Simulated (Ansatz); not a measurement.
All numbers below come from Ansatz 0.2.0, DFT PBE, scalar-relativistic, plane waves, PAW. All cells share a 420 eV cutoff and Γ-centred k meshes spaced at most about 0.3 Å⁻¹ (2π included). Collinear spin in cells that started with moments and kept them past the coarse steps, no spin elsewhere.

Energies over the elements count from the elements' standard structures at the same level (N₂ as a molecule), with no fitted energy shifts.

A relaxed structure of CrGaC4N4 has 20.54 Å³/atom, +0.374 eV/atom against the elements, a gap of 1.14 eV on its mesh, a net moment of 0.50 μB/atom:

```yaml
crystal:
  lattice:
    - [5.90033, 0.00000, 0.00000]
    - [0.00000, 5.90033, 0.00000]
    - [0.00000, 0.00000, 5.90033]
  atoms:
    - { symbol: Cr, position: [0.00000, 0.00000, 0.00000] }
    - { symbol: Ga, position: [0.50000, 0.50000, 0.50000] }
    - { symbol: C, position: [0.20047, 0.20047, 0.20047] }
    - { symbol: C, position: [0.20047, 0.79953, 0.79953] }
    - { symbol: C, position: [0.79953, 0.20047, 0.79953] }
    - { symbol: C, position: [0.79953, 0.79953, 0.20047] }
    - { symbol: N, position: [0.31570, 0.31570, 0.31570] }
    - { symbol: N, position: [0.31570, 0.68430, 0.68430] }
    - { symbol: N, position: [0.68430, 0.31570, 0.68430] }
    - { symbol: N, position: [0.68430, 0.68430, 0.31570] }
```

Question: Predict cell, energy and gap of CrInC4N4 with the same space group and Wyckoff sites.

Answer: CrInC4N4 has a = 6.132 Å: 23.06 Å³/atom, +0.467 eV/atom against the elements, a gap of 1.23 eV on its mesh, a net moment of 0.50 μB/atom. The volume per atom changes by +12.3 % and the formation energy by +0.093 eV/atom (from unrounded values). The gap widens by 0.09 eV. Covalent radii: Ga 1.22 Å, In 1.42 Å; electronegativities 1.81 and 1.78. The cell follows the size of the atom. Cr is surrounded by 4 C at 2.05 Å; In has 4 N at 2.08 Å; C is surrounded by 1 N at 1.18 Å and 1 Cr at 2.05 Å; around N lie 1 C at 1.18 Å and 1 In at 2.08 Å.

```cif
data_structure
_symmetry_space_group_name_H-M 'P-43m'
_symmetry_Int_Tables_number 215
_cell_length_a 6.1321
_cell_length_b 6.1321
_cell_length_c 6.1321
_cell_angle_alpha 90.000
_cell_angle_beta 90.000
_cell_angle_gamma 90.000
_cell_volume 230.58
loop_
_atom_site_label
_atom_site_type_symbol
_atom_site_symmetry_multiplicity
_atom_site_Wyckoff_symbol
_atom_site_fract_x
_atom_site_fract_y
_atom_site_fract_z
_atom_site_occupancy
Cr1 Cr 1 a 0.00000 0.00000 0.00000 1
In1 In 1 b 0.50000 0.50000 0.50000 1
C1 C 4 e 0.19304 0.19304 0.19304 1
N1 N 4 e 0.30398 0.30398 0.30398 1
```

The two cells were relaxed from separate starts that ended on the same group and sites; neither need be the stable form of its compound. Kohn–Sham gaps at this level usually fall short of measured ones. The reference form of C is held partly by dispersion forces, which this level lacks. Another magnetic order may lie lower. Cells relaxed within their symmetry can be saddle points.

The expansion from Ga to In is taken up almost entirely by the contact between the metal and N. The Cr–C and C–N distances barely change, because the cyanide triple bond is stiff and the Cr site keeps the same ligands. With nearly equal electronegativities, the larger In shell explains the growth better than a change in bond polarity.

The net moment, unchanged by the substitution, fits a half-filled high-spin d shell on monovalent Cr beside trivalent Ga or In. Cyanide is a strong-field ligand, but tetrahedral splitting is small enough for exchange to prevail. The slight gap widening suggests that the band edges lie mainly on the Cr–cyanide part, though orbital projections would be needed to confirm it.

Both compounds lie above their elements, as is common for cyanides competing with the very strong bond of N₂. The higher energy of the In compound probably reflects weaker In–N bonding. Metastable existence remains possible, but the preference for Cr–C over Cr–N linkage is untested, since the reversed cyanide orientation was not computed.
